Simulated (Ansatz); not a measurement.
# ScIn: the change of energy above lowest point with volume scale

Results calculated with Ansatz 0.2.0, not measured. Free energy against uniform scaling of the volume at fixed shape and fractions; periodic cell, basis, potentials, k mesh and filling as listed.

The cell before it is scaled or strained (space group P4/mmm, No. 123):
```
cell vectors (Å)
   3.2056     0.0000     0.0000
   0.0000     3.2056     0.0000
   0.0000     0.0000     4.3943
atoms (fractions of the cell vectors)
Sc  0.00000  0.00000  0.00000
In  0.50000  0.50000  0.50000
```

Settings of every row: functional PBEsol; dispersion none; potentials PAW; wave cutoff 435.38 eV; density cutoff 1741.5 eV; k mesh 7x7x5; k shift 0x0x0; occupations fermi dirac; smearing width 0.05 eV; spin none.

Limits: coarse k mesh, up to 40 meV an atom off; the cell comes from a prototype or a list of computed structures and needn't be the stable phase.

```
row  volume scale  V (Å³/atom)  energy above lowest point (meV/atom)
  1        0.9406       21.237                                     0
  2        0.9703       21.907                                   0.7
  3             1       22.578                                     ?
  4        1.0297       23.248                                  27.8
  5        1.0594       23.919                                  51.5
```

Question: what energy above lowest point should row 3 give?

Worked fit of energy above lowest point. Take u = (V_r/V)^(2/3) − 1 with V_r = 22.578 Å³ an atom, which is twice the finite (Eulerian) strain; such expansions in the strain, on which the Birch-Murnaghan equation of state is built, carry the rest volume and the bulk modulus. The shown rows have u = 0.04167, 0.02032, -0.01931, -0.03773. Least squares give energy above lowest point = 10.45 − 691 × u + 10546 × u² meV/atom; a straight line predicts inner rows, each left out in turn, worse (root mean square 9.6 against 0.17 meV/atom). The rows lie off it by 0.0, -0.1, 0.1, 0.0. Its lowest point lies at u = 0.0328, or V = 21.51 Å³ an atom, and the curvature there gives the bulk modulus at fixed shape and fractions, B = (4/9)(1 + u)² E″(u)/V = 74.5 GPa. Letting shape and atoms relax would as a rule lower it, by much in layered, chain or molecular crystals. The withheld row has u = 0, so the fit gives 10.45 − 691 × (0) + 10546 × (0)² = 10.4 meV/atom.

The calculation gave 10.5 meV/atom. The fit lies 0.1 meV/atom (0.19 % of the column's range) below it, one unit of the last digit.
